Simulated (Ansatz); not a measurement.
## Ti: energy along a strain

Ti, Im-3m, a = 3.282 Å (as given, not relaxed at this level: -6.7 GPa). This isn't the element's structure at ambient conditions. Ansatz: PBEsol, PAW, 420 eV, Γ-centred 20×20×20 mesh on 1 atom, Gaussian smearing 0.15 eV; no spin polarisation. Cell vectors (Å): -1.641 1.641 1.641; 1.641 -1.641 1.641; 1.641 1.641 -1.641. The cell is strained by x per cent times the pattern (1 0 0 0 0 0) in the order xx yy zz yz xz xy (engineering shears), with fractional coordinates held. y is the free energy over the start, V0 = 17.676 Å³/atom.

```
x (%) y (meV/atom)
-2.00             ?
-1.50        -10.09
-1.00         -6.94
-0.50         -3.57
 0.00          0.00
 0.50          3.77
 1.00          7.73
 1.50         11.88
 1.75         14.03
 2.00         16.22
```

**Question.** Fit y = c1 x + c2 x² + c3 x³ to the other rows, get the stiffness along the pattern, and predict the missing energy.

**Answer.** Least squares on the rows shown. y = 7.3401 x + 0.39802 x² − 0.0066584 x³. The clamped-ion stiffness p·C·p = 2 × 3.980 eV × 160.2 / 17.676 Å³ = 72 GPa, which is C11 in these axes (second derivative at the start, which stands under stress). At x = -2.00 the fit asked for gives -13.03 meV/atom. The run gave -13.04 meV/atom, so the fit is 0.01 meV/atom too high, a small miss on the scale of the series.

The energy falls steadily as the axis is shortened and rises as it is stretched, so the series is dominated by its linear term. The cell is larger than PBEsol favours, and compression along any cube axis recovers cohesion from the partly filled d band until shorter-range repulsion takes over; that balance isn't reached within the strains sampled. The positive curvature gives resistance to uniaxial strain, and the small negative cubic term is the usual softening as bonds lengthen. With one atom per primitive cell, there is no internal displacement to relax, so holding the fractional coordinates doesn't inflate the stiffness.

A positive C11 doesn't make bcc Ti mechanically stable. This strain mixes a volume change with a tetragonal shear, and the resistance to the former can hide a weakness in the latter. The bcc phase is known to owe its existence at high temperature largely to vibrational entropy, which a static energy curve leaves out. A volume-conserving tetragonal strain would test the shear instability directly.
